# Worked problem: the neutral 90° wall in tetragonal KNbO₃

## Problem

KNbO₃ is tetragonal from roughly 500 K to 700 K. At $T=550$ K, a flat wall with normal $\mathbf n=[110]/\sqrt2$ separates a domain $\mathbf P=(0,P_s,0)$ at $x\to-\infty$ from a domain $\mathbf P=(P_s,0,0)$ at $x\to+\infty$, where $x=(x_1+x_2)/\sqrt2$ in cubic axes. Both domains are stress-free. The free-energy density is

$$f=\tfrac{\alpha}{2}\sum_i P_i^2+\tfrac{\beta_1}{4}\sum_i P_i^4+\tfrac{\beta_2}{2}\sum_{i<j}P_i^2P_j^2+f_g+f_{el},$$

with stress-free coefficients $\alpha,\beta_1,\beta_2$. For $P_3=0$ and no dependence on $x_3$,

$$f_g=\tfrac{g_{11}}{2}(P_{1,1}^2+P_{2,2}^2)+g_{12}P_{1,1}P_{2,2}+\tfrac{g_{44}}{2}(P_{1,2}+P_{2,1})^2 .$$

The term $f_{el}$ is the harmonic elastic energy of the difference between the total strain and the spontaneous strain. In Voigt notation, with $e_6=2e_{12}$, the spontaneous strain is $e_1=Q_{11}P_1^2+Q_{12}(P_2^2+P_3^2)$, $e_6=Q_{44}P_1P_2$, and cyclic permutations.

All inputs are approximate. The gradient coefficients are typical BaTiO₃ values used as a stand-in. Charges are in units of $e$, so that $\varepsilon_0=0.05526\ e^2\,\mathrm{eV^{-1}nm^{-1}}$.

| Quantity | SI or dimensionless | eV, nm, $e$ |
|---|---|---|
| $P_s$ | 0.32 C m⁻² | 1.997 $e$ nm⁻² |
| $\chi_c,\ \chi_a$ (stress-free, of $\mathbf P$, along and across the polar axis) | 200, 1000 | same |
| $g_{11},\ g_{12}$ | $(5.1,\,-0.2)\times10^{-10}$ J m³ C⁻² | $(81.7,\,-3.2)\times10^{-3}$ eV nm³ $e^{-2}$ |
| $Q_{11},Q_{12},Q_{44}$ | $0.12,\,-0.053,\,0.052$ m⁴ C⁻² | $(3.080,\,-1.360,\,1.335)\times10^{-3}$ nm⁴ $e^{-2}$ |
| $s_{11},s_{12},s_{44}$ (cubic, at fixed $\mathbf P$) | $(4.6,\,-1.1,\,11.1)\times10^{-12}$ Pa⁻¹ | $(7.370,\,-1.762,\,17.78)\times10^{-4}$ nm³ eV⁻¹ |
| background permittivity $\varepsilon_b$ | 7 | same |
| cubic lattice constant $a$ | | 4.0 Å |
| higher-order coefficient $C$ (assumed size) | $4\times10^{9}$ J m⁹ C⁻⁶ | $4.22\times10^{-4}$ eV nm⁹ $e^{-6}$ |

(a) Fix $\beta_1,\beta_2$ from the susceptibilities. (b) With $\nabla\cdot\mathbf P=0$, find the profile and its width without elastic energy. (c) Add elastic clamping and give the width and the wall energy. (d) Test the assumptions $P_3=0$, $\nabla\cdot\mathbf P=0$ and the quartic truncation.

## Solution

### (a) Effective quartic coefficients

In the domain $(P_s,0,0)$ the minimum condition gives $\alpha=-\beta_1P_s^2$, and the curvatures of $f$ are

$$\frac1{\varepsilon_0\chi_c}=2\beta_1P_s^2,\qquad \frac1{\varepsilon_0\chi_a}=(\beta_2-\beta_1)P_s^2 .$$

With $P_s^2=3.99\ e^2\,\mathrm{nm^{-4}}$ this yields $\beta_1=11.3\times10^{-3}$, $\beta_2=15.9\times10^{-3}$ and $\beta_1+\beta_2=27.2\times10^{-3}$ eV nm⁵ $e^{-4}$. The condition $\beta_2>\beta_1>0$ for a tetragonal minimum holds. The cubic–tetragonal transition of KNbO₃ is first order, so these are effective coefficients at 550 K. They reproduce $P_s$ and the curvature of the well, and they must not be carried to another temperature.

### (b) Profile

Define $P_n=(P_1+P_2)/\sqrt2$ and $P_t=(P_1-P_2)/\sqrt2$, the components along $\mathbf n$ and along $\mathbf t=[1\bar10]/\sqrt2$. All fields depend on $x$ only, so $\nabla\cdot\mathbf P=dP_n/dx$. Neutrality therefore keeps $P_n$ at its value in both domains, $P_0\equiv P_s/\sqrt2=1.41\ e\,\mathrm{nm^{-2}}$, while $P_t$ runs from $-P_0$ to $+P_0$.

The invariants become $P_1^4+P_2^4=(P_n^4+6P_n^2P_t^2+P_t^4)/2$ and $P_1^2P_2^2=(P_n^2-P_t^2)^2/4$. At $P_n=P_0$ the coefficient of $P_t^2$ is $-\beta_1P_s^2/2+(3\beta_1-\beta_2)P_s^2/8=-(\beta_1+\beta_2)P_s^2/8$, and that of $P_t^4$ is $(\beta_1+\beta_2)/8$. The excess over the domain is a symmetric double well,

$$\Delta f=\tfrac{B}{8}\,\Delta^2,\qquad \Delta\equiv P_t^2-P_0^2,\qquad B=\beta_1+\beta_2 .$$

The gradients are $P_{1,1}=P_{1,2}=P_t'/2$ and $P_{2,1}=P_{2,2}=-P_t'/2$. The $g_{44}$ term cancels and $f_g=\tfrac14(g_{11}-g_{12})P_t'^2$. The Euler–Lagrange equation has the first integral $f_g=\Delta f$, that is

$$P_t'=\sqrt{\frac{B}{2(g_{11}-g_{12})}}\,(P_0^2-P_t^2),$$

which integrates to

$$P_n=\frac{P_s}{\sqrt2},\qquad P_t=\frac{P_s}{\sqrt2}\tanh\frac xd,\qquad d^2=\frac{4(g_{11}-g_{12})}{B\,P_s^2}.$$

In cubic axes $P_{1,2}=\tfrac12P_s[1\pm\tanh(x/d)]$. The vector turns by 90° and shrinks to $0.71\,P_s$ at the centre. With $g_{11}-g_{12}=0.0849$ eV nm³ $e^{-2}$,

$$d_0^2=\frac{4\,(0.0849\ \mathrm{eV\,nm^3}e^{-2})}{(27.2\times10^{-3}\ \mathrm{eV\,nm^5}e^{-4})(3.99\ e^2\mathrm{nm^{-4}})}=3.13\ \mathrm{nm^2},\qquad d_0=1.77\ \mathrm{nm}.$$

### (c) Elastic clamping

Write $z=x_3$. For fields that depend on $x$ only, compatibility keeps the in-plane strains $e_{tt},e_{zz},e_{tz}$ constant, and force balance with stress-free domains makes $\sigma_{nn}=\sigma_{nt}=\sigma_{nz}=0$. The spontaneous in-plane strains are equal in the two domains, but inside the wall they depart from that value. From $e_{tt}=(e_1+e_2-e_6)/2$ and $P_1P_2=(P_n^2-P_t^2)/2$,

$$\delta e_{tt}=q_t\Delta,\quad \delta e_{zz}=Q_{12}\Delta,\quad q_t=\tfrac12(Q_{11}+Q_{12})+\tfrac14Q_{44}=1.194\times10^{-3}\ \mathrm{nm^4}e^{-2}.$$

Only $\sigma_{tt}$ and $\sigma_{zz}$ can cancel this misfit, so the stiffness is the inverse of the compliance block

$$S=\begin{pmatrix}s_{tt}&s_{12}\\ s_{12}&s_{11}\end{pmatrix},\qquad s_{tt}=\tfrac12(s_{11}+s_{12})+\tfrac14s_{44}=7.25\times10^{-4}\ \mathrm{nm^3eV^{-1}} .$$

With $\mathbf q=(q_t,Q_{12})$ the elastic energy is $f_{el}=\tfrac12K\Delta^2$, where

$$K=\mathbf q^{T}S^{-1}\mathbf q=\frac{s_{11}q_t^2-2s_{12}q_tQ_{12}+s_{tt}Q_{12}^2}{s_{11}s_{tt}-s_{12}^2}=\frac{18.2\times10^{-10}\ \mathrm{nm^{11}eV^{-1}}e^{-4}}{50.3\times10^{-8}\ \mathrm{nm^6eV^{-2}}}=3.62\times10^{-3}\ \mathrm{eV\,nm^5}e^{-4}.$$

This term has the same form as $\Delta f$, so the tanh shape survives with $B=\beta_1+\beta_2+4K$. Since $S$ is positive definite, clamping never lowers $B$ and never widens the wall. Here $4K=14.5\times10^{-3}$ and $B=41.7\times10^{-3}$ eV nm⁵ $e^{-4}$, so

$$d^2=\frac{4\,(0.0849\ \mathrm{eV\,nm^3}e^{-2})}{(41.7\times10^{-3}\ \mathrm{eV\,nm^5}e^{-4})(3.99\ e^2\mathrm{nm^{-4}})}=2.04\ \mathrm{nm^2},\qquad d=1.43\ \mathrm{nm},$$

and $d/d_0=0.81$. The full width $2d=2.9$ nm spans 10 (110) spacings $a/\sqrt2$, enough for a continuum description.

By the first integral the wall energy is twice the gradient energy. Using $\int\mathrm{sech}^4u\,du=4/3$,

$$\gamma=\int\tfrac12(g_{11}-g_{12})P_t'^2\,dx=\frac{(g_{11}-g_{12})P_s^2}{3d}=0.079\ \mathrm{eV\,nm^{-2}}=13\ \mathrm{mJ\,m^{-2}} .$$

Per wall cell of area $\sqrt2a^2$ this is 18 meV, below $k_BT=47$ meV. The profile is a thermal and lateral average over many cells.

The stress is $(\sigma_{tt},\sigma_{zz})=-\mathbf v\Delta$ with $\mathbf v=S^{-1}\mathbf q=(1.27,\,-1.54)$ eV nm $e^{-2}$. At the centre $\Delta=-P_0^2=-1.99\ e^2\,\mathrm{nm^{-4}}$, which gives a tension of 2.5 eV nm⁻³ along $\mathbf t$ and a stress of $-3.1$ eV nm⁻³ (compression) along $z$.

### (d) Testing the assumptions

**Out-of-plane component.** A small $P_3(x)$ carries no bound charge. It adds $\tfrac12g_{44}P_3'^2+\tfrac12V(x)P_3^2$ to $f$, with $g_{44}>0$. Its spontaneous strains are $Q_{12}P_3^2$ along $\mathbf t$, $Q_{11}P_3^2$ along $z$, and a clamped shear $2e_{tz}=Q_{44}P_tP_3$ of compliance $s_{44}$. Collecting the terms in $P_3^2$,

$$V=2(\beta_2-\beta_1)P_0^2+(\beta_2+2K_z)\Delta+\frac{Q_{44}^2}{s_{44}}P_t^2,\qquad K_z=Q_{12}v_t+Q_{11}v_z=-6.5\times10^{-3}\ \mathrm{eV\,nm^5}e^{-4}.$$

Because $\beta_2+2K_z=2.9\times10^{-3}$ eV nm⁵ $e^{-4}$ is positive, $V$ is lowest at the centre. There $V/P_0^2=(\beta_2-2\beta_1)-2K_z=(-6.8+13.0)\times10^{-3}=6.2\times10^{-3}$ eV nm⁵ $e^{-4}$. So $V>0$ everywhere and $P_3=0$ is locally stable in this model. The Landau part alone is negative at the centre, and it is the clamping that secures the result.

**Neutrality.** Holding $P_n$ fixed takes a field $E_n=\partial f/\partial P_n$. The gradient energy has no $P_n'P_t'$ term, and differentiating the Landau and elastic parts gives

$$E_n=P_0^3\left[\tfrac12(\beta_2-3\beta_1)-2K_n\right]\mathrm{sech}^2\frac xd,\qquad K_n=q_nv_t+Q_{12}v_z ,$$

with $q_n=\tfrac12(Q_{11}+Q_{12})-\tfrac14Q_{44}=0.526\times10^{-3}$ nm⁴ $e^{-2}$ and $K_n=2.8\times10^{-3}$ eV nm⁵ $e^{-4}$. The bracket is $-14.6\times10^{-3}$ eV nm⁵ $e^{-4}$, so $E_n(0)=-0.04$ V nm⁻¹. With no free charge, $\varepsilon_0\varepsilon_bE_n+P_n$ is constant, so the crystal produces this field through a small excess $\delta P_n=-\varepsilon_0\varepsilon_bE_n$, with $\delta P_n(0)/P_0=0.01$. The constraint $\nabla\cdot\mathbf P=0$ holds to that fraction.

**Higher powers of $P$.** At fixed $P_n$ the well is a polynomial in $P_t^2$ with a double zero at $P_0^2$, namely $\Delta f=\tfrac B8\Delta^2+C\Delta^3+\dots$ The Landau part of $B$ equals $(\chi_c^{-1}+\chi_a^{-1})/(\varepsilon_0P_s^2)$ for any polynomial with the same susceptibilities, so the tails $\propto e^{-2|x|/d}$ are unaffected. The core changes by the relative amount $\kappa=8CP_0^2/B=0.16$. With $p=P_t/P_0$, $\gamma\propto\int_0^1(1-p^2)\sqrt{1-\kappa(1-p^2)}\,dp$, which falls by the fraction $2\kappa/5=0.06$ at first order.

**Gradient coefficients.** Both $d$ and $\gamma$ scale as $\sqrt{g_{11}-g_{12}}$. A factor of two either way in the borrowed value moves $d$ between 1.0 and 2.0 nm, which outweighs the neutrality and higher-order corrections and also the narrowing by clamping.

### Result

$P_n=P_s/\sqrt2$ and $P_t=(P_s/\sqrt2)\tanh(x/d)$, with $d\approx1.4$ nm (1.8 nm without clamping) and $\gamma\approx0.08$ eV nm⁻² for the given inputs.